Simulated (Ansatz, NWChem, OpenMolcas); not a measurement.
# A ladder of methods for CF3 (trifluoromethyl radical)

CF3: 4 atoms, total charge 0, spin state doublet. SMILES: `F[C](F)F`. Geometry: relaxed at PBE0-D4/def2-TZVP.

Quantity: the electronic atomisation energy, in eV. The values are calculated. Electronic energies at fixed atoms, without zero-point motion or spin-orbit coupling.

```json
{"level": "UHF/def2-SVPD", "kind": "Hartree–Fock", "program": "Ansatz", "value (eV)": "9.94", "CPU time (all runs)": "2.5 s"}
{"level": "UM06-L/def2-SVPD", "kind": "meta-GGA", "program": "OpenMolcas", "value (eV)": "15.14", "CPU time (all runs)": "78 s"}
{"level": "UB3LYP/def2-SVPD", "kind": "global hybrid", "program": "OpenMolcas", "value (eV)": "15.07", "CPU time (all runs)": "49 s"}
{"level": "UM06-2X/def2-SVPD", "kind": "hybrid meta-GGA", "program": "NWChem", "value (eV)": "15.26", "CPU time (all runs)": "55 s"}
{"level": "U-wB97M-V/def2-SVPD", "kind": "range-separated hybrid", "program": "Ansatz", "value (eV)": "15.29", "CPU time (all runs)": "55 s"}
{"level": "U-wB97X/def2-SVPD", "kind": "range-separated hybrid", "program": "Ansatz", "value (eV)": "15.29", "CPU time (all runs)": "30 s"}
{"level": "UPBE-QIDH/def2-SVPD", "kind": "double hybrid", "program": "Ansatz", "value (eV)": "14.98", "CPU time (all runs)": "9.4 s"}
{"level": "RPA@PBE/def2-SVPD", "kind": "RPA", "program": "Ansatz", "value (eV)": "12.76", "CPU time (all runs)": "11 s"}
{"level": "UMP2/def2-SVPD", "kind": "perturbation theory", "program": "Ansatz", "value (eV)": "15.21", "CPU time (all runs)": "2.9 s"}
{"level": "UBCCD(T)/def2-SVPD", "kind": "coupled cluster or CI", "program": "Ansatz", "value (eV)": "14.25", "CPU time (all runs)": "94 s"}
```

The values span 9.94 to 15.29 eV. CPU times are rough (shared hosts, several kinds of processor): they show what a rung costs within a factor of a few.

Hartree–Fock binds CF3 by only 9.94 eV, far below every correlated level. Forming three C–F bonds pairs electrons that are unpaired in the separated atoms and brings the fluorine lone pairs close together, so the molecule gains much more correlation energy than the atoms. The density functionals and the double hybrid lie close together, from 14.98 to 15.29 eV, but their agreement doesn't establish accuracy.

Coupled cluster gives 14.25 eV, probably too low because a small basis describes the electron cusp poorly and recovers too little of the extra correlation in the molecule. Its gap to the functionals therefore can't be read as their overbinding. MP2, at 15.21 eV in the same basis, lies well above coupled cluster, which suggests that second order exaggerates the correlation gain in these polar, electron-rich bonds. The low RPA value fits its known tendency to underbind molecules, as it describes short-range correlation poorly. The total atomisation energy doesn't give the energy needed to remove a single fluorine atom.
